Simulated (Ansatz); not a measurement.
## Pt: energy along a strain

Pt, Fm-3m, a = 3.916 Å (as given, not relaxed at this level: 0.6 GPa). Ansatz: PBEsol, PAW, 420 eV, Γ-centred 20×20×20 mesh on 1 atom, Gaussian smearing 0.15 eV; no spin polarisation. Cell vectors (Å): 0.000 1.958 1.958; 1.958 0.000 1.958; 1.958 1.958 0.000. The cell is strained by x per cent times the pattern (1 1 0 0 0 0) in the order xx yy zz yz xz xy (engineering shears), with fractional coordinates held. y is the free energy over the start, V0 = 15.011 Å³/atom. Points with a strain past 8.5 % were computed too (3) and aren't used here.

| x (%) | y (meV/atom) |
| --- | --- |
| -7.50 | 438.40 |
| -5.00 | 179.29 |
| -2.50 | ? |
| 0.00 | 0.00 |
| 2.50 | 30.10 |
| 5.00 | 114.91 |
| 7.50 | 240.80 |

Problem. Fit y = c1 x + c2 x² + c3 x³ to the other rows, get the stiffness along the pattern, and predict the missing energy.

Solution. Least squares on the rows shown. y = −1.2203 x + 6.0111 x² − 0.21224 x³. The clamped-ion stiffness p·C·p = 2 × 60.11 eV × 160.2 / 15.011 Å³ = 1283 GPa (second derivative at the start, which stands under stress). With a term in x⁴ added, the coefficient of x² becomes 5.760, 4 % less, which shows how far this figure hangs on the form. At x = -2.50 the fit asked for gives 43.94 meV/atom. The run gave 42.29 meV/atom, so the fit is 1.65 meV/atom too high, within the rms miss on the fitted rows (2.29 meV/atom).

Spin–orbit coupling is left out, which can shift energies with elements as heavy as these.

Compression costs more than equal expansion at every pair of strains, reaching 438.40 against 240.80 meV/atom at the ends of the fitted range. The slight residual pressure contributes through the linear term, but at large strain the asymmetry is mainly anharmonic. Shortening the Pt–Pt contacts steeply raises the kinetic energy and the Pauli repulsion between the well-filled d shells and ion cores, whereas stretching weakens the metallic bonding more gradually.

In a cubic crystal this pattern measures 2(C11 + C12), in which the bulk modulus far outweighs the tetragonal shear modulus. The large stiffness therefore mostly reflects platinum's resistance to volume change, which stems from its cohesive 5d bonding and compressed sp electrons. With one atom per primitive cell there are no internal displacements to relax, so clamping the ions does not in itself stiffen the result. Because the third axis is held fixed, the value is not the biaxial modulus of a film free to contract along its normal, which would be lower.
